Dimethylborinic acid, (CH₃)₂BOH, has two methyl groups on boron. Take one hydrogen of one group, H10, and swing it about its carbon, C3, in the plane that holds C3, H10 itself and a second hydrogen, H9. The C–H distance stays as it is, and all other atoms are held still. At the starting structure the angle H10–C3–H9 is 105.6°. Call the change in this angle Δ, negative when the two hydrogens close up and positive when they open. The problem is to find the energy cost of the swing with pencil and paper.

**(a) Without looking at any computed energy, estimate the cost of a 10° swing and say how it changes with Δ.**

*Solution.* Take the starting structure to be a minimum. The energy then has no slope there. The first term that survives for a small swing is the square, and the rule must have the form

E = A (Δ/10°)²

where A is the cost of a 10° swing. Twice the angle costs four times the energy, and the direction makes no difference at this order.

The size of A depends on which angles are strained. Carbon holds its four bonds roughly in a tetrahedron, because there its orbitals overlap well with those of its neighbours and the bonding electron pairs stay out of each other's way. H10 has three neighbouring bonds at C3: those to H9, to H8 (the third hydrogen) and to boron. No small swing of H10 can change one of these angles alone.

A ball on a table, held by three equal, unstrained springs 120° apart, behaves in the same way. Push the ball straight towards one anchor, and that spring shortens by the full displacement while the other two lengthen by half of it. Spring energy goes as the square, so the three contribute in the ratio 1 : ¼ : ¼, and the total is 1.5 times that of one spring. Seen along the C3–H10 bond, the three neighbours also stand about 120° apart, so the same factor applies to the angles. The likeness holds for small swings and for three bends of equal stiffness.

A single H–C–H bend costs ½kδ², where δ is the change of that angle and k is roughly 3 eV/rad², a rough recalled value. I take the same k for the bend towards boron, which is an assumption. Since 10° is 0.175 rad,

A ≈ ½ × 3 × 1.5 × 0.175² ≈ 0.07 eV.

The argument also covers a neighbouring case. Three equal springs at 120° resist a push equally in every direction, so a small swing of H10 towards boron should cost about as much as one towards H9. The scan in (b) does not test this.

**(b) The table lists computed energies for the swing. Use them to sharpen A, work the rows at 92.1° and 114.6°, and state how accurate the rule is.**

Rigid scan of the H10–C3–H9 bend in gas-phase dimethylborinic acid (SMILES CB(C)O; atoms numbered in SMILES order, hydrogens last), computed with Ansatz 0.2.0 and the def2-TZVPP basis, with frozen cores in CCSD(T). Energies in each column are relative to that method's energy at the PBE0-D4/def2-TZVP minimum structure, which lies at 105.6°.

| bend (°) | CCSD(T) (eV) | PBE0-D4 (eV) | B3LYP-D4 (eV) |
| --- | --- | --- | --- |
| 87.6 | 0.2444 | 0.2352 | 0.2395 |
| 92.1 | 0.1384 | 0.1324 | 0.1347 |
| 96.6 | 0.0624 | 0.0590 | 0.0599 |
| 101.1 | 0.0163 | 0.0149 | 0.0151 |
| 105.6 | 0.0000 | 0.0000 | 0.0000 |
| 110.1 | 0.0135 | 0.0142 | 0.0145 |
| 114.6 | 0.0566 | 0.0572 | 0.0583 |
| 119.1 | 0.1291 | 0.1287 | 0.1311 |
| 123.6 | 0.2307 | 0.2283 | 0.2325 |

*Solution.* First test the form of the rule. Average the CCSD(T) energies of a closing and an opening swing of equal size, and divide by (Δ/10°)². The result is 0.0736 eV for swings of 4.5° and 0.0733 eV for swings of 18°. The energy grows sixteenfold between them, and the square law follows it.

A least-squares fit of A alone to the eight displaced CCSD(T) energies gives 0.073 eV. The estimate from bend constants was therefore of the right size. As k was known to one figure only, the closeness of the two values should not be taken as a test of each separate bend.

For the row at 92.1° the hydrogens have closed by 13.5°. The square of 1.35 is 1.82, and 1.82 × 0.073 eV = 0.133 eV. CCSD(T) gives 0.138 eV, so the rule is about 4 % low.

For the row at 114.6° they have opened by 9°. The square of 0.9 is 0.81, and 0.81 × 0.073 eV = 0.059 eV. CCSD(T) gives 0.057 eV, so here the rule is about 4 % high. Both rows were part of the fit, so they show how well the rule describes the curve and are no blind test of it.

Over all displaced rows the rule stays within 10 % of CCSD(T). The largest percentage errors belong to the smallest swings, where little energy is at stake. The largest error in energy is 0.008 eV, at 87.6°.

The constant differs little among the three methods of the table. Fitted to the PBE0-D4 or the B3LYP-D4 column, A changes by less than 3 %. Hartree–Fock, which leaves correlation out, makes the closing swing too dear: at 87.6° it lies 15 % above CCSD(T). This single point does not tell how much of the excess is stiffness and how much is a shifted minimum, so it gives no correction for the other rows.

**(c) The rule is too low on every closing row and too high on every opening row. Why, how can it be mended, and how far may it be trusted?**

*Solution.* A symmetric curve looks lopsided when it is measured from a point beside its minimum. That can happen here, because the starting structure is the minimum of PBE0-D4, and along this swing CCSD(T) need not have its lowest energy at the same angle. If its lowest point on the swing lies at a slightly wider angle, closing leads away from it from the start, while opening first leads towards it. Closing then costs more than opening, as the table shows.

Such a shift adds a term linear in Δ. True lopsidedness of the curve would instead add a cubic term, which is feeble for small swings and grows quickly for large ones. Fitted to the same eight energies, the linear term leaves a typical error about five times smaller than the cubic one does. The mended rule is

E = 0.073 eV × (Δ/10°)² − 0.0036 eV × (Δ/10°).

It stays within 0.0015 eV of CCSD(T) on every row. At 92.1° the new term adds 0.005 eV and brings the estimate to the computed 0.138 eV.

PBE0-D4 serves as a control, since it should have almost no slope at its own minimum. Its slope there is −0.0008 eV per 10°, about what comes from rounding the minimum angle from 105.65° to 105.6°. The CCSD(T) slope is four times as steep. Most of the linear term therefore reflects the choice of starting point, and it should not be carried over to another molecule or method. The square term is the part that describes the stiffness against this swing.

A little true lopsidedness remains. At swings of 18° PBE0-D4 also finds closing dearer than opening, by more than the rounded angle explains. A possible reason is that H10 is being pushed against H9, but the energies do not separate this effect from others.

The spring picture is rougher than the fitted rule. At 87.6° the angles of H10 to boron and to H8 have each widened by about 7°, not by the 9° that the factor of one half predicts. Three independent springs with these actual angles give 0.19 eV, about a fifth less than CCSD(T). As k is known to one figure only, this gap does not show where the picture fails. The picture gives the rough size of A, whereas the good fit of the square law out to 18° is a finding of the calculation. Beyond 18° either way the rule is untested.

The rule also belongs to a rigid swing. If the other atoms were free to move, they would give way and share the strain, and the same angle between H10 and H9 would cost less. For a relaxed distortion the rule is therefore an estimate from above. In a real methyl vibration several hydrogens move together, so A is not the force constant of any one vibration.

The fits and the row-by-row estimates are printed below.

Printed output of the fit:

```
fit of ccsd_t on 8 rows (abs(d) > 1): coefficient of u**2 0.07334 +/- 0.00088; rms 0.00444, worst 123.6 0.00692, leave-one-out rms 0.00619
  rows outside the fit (model, value, miss): 105.6 0, 0, 0
fit of ccsd_t on 8 rows (abs(d) > 1): coefficient of u**2 0.07334 +/- 6.5e-05, coefficient of u -0.003596 +/- 0.0001; rms 0.000304, worst 123.6 0.000452, leave-one-out rms 0.000583
  rows outside the fit (model, value, miss): 105.6 0, 0, 0
fit of ccsd_t on 8 rows (abs(d) > 1): coefficient of u**2 0.07334 +/- 0.00031, coefficient of u**3 -0.001321 +/- 0.00018; rms 0.00142, worst 96.6 -0.00203, leave-one-out rms 0.00244
  rows outside the fit (model, value, miss): 105.6 0, 0, 0
hand rules against CCSD(T):
    row  displacement_deg  square_rule_eV  square_rule_miss_percent  with_linear_term_eV  its_miss_eV
   87.6               -18          0.2365                    -3.224                0.243      -0.0014
   92.1             -13.5           0.133                    -3.871               0.1379   -0.0004975
   96.6                -9         0.05913                     -5.24              0.06237       -3e-05
  101.1              -4.5         0.01478                     -9.31               0.0164    0.0001025
  105.6                 0               0                         0                    0            0
  110.1               4.5         0.01478                       9.5              0.01316   -0.0003375
  114.6                 9         0.05913                      4.47              0.05589     -0.00071
  119.1              13.5           0.133                     3.054               0.1282   -0.0009175
  123.6                18          0.2365                     2.523                 0.23     -0.00066
largest miss of the square rule (eV): 0.00788
largest miss with the linear term (eV): 0.0014
A estimated from bend constants, no fit (eV per (10 deg)^2): 0.06854
fitted stiffness (eV/rad^2): 4.815
sum of harmonic bends with the actual angles at 87.6 (eV): 0.1928
its miss against CCSD(T) (percent): -21.1
pair mean over square at 4.5 deg (eV): 0.07358
pair mean over square at 18 deg (eV): 0.07332
A of PBE0-D4 (eV): 0.07156
A of B3LYP-D4 (eV): 0.07286
slope at the zero, CCSD(T) (eV per 10 deg): -0.003111
slope at the zero, PBE0-D4 (eV per 10 deg): -0.0007778
slope expected from rounding the minimum angle alone (eV per 10 deg): -0.0007187
Hartree-Fock cost at 87.6 (eV): 0.2805
Hartree-Fock above CCSD(T) at 87.6 (percent): 14.79
```
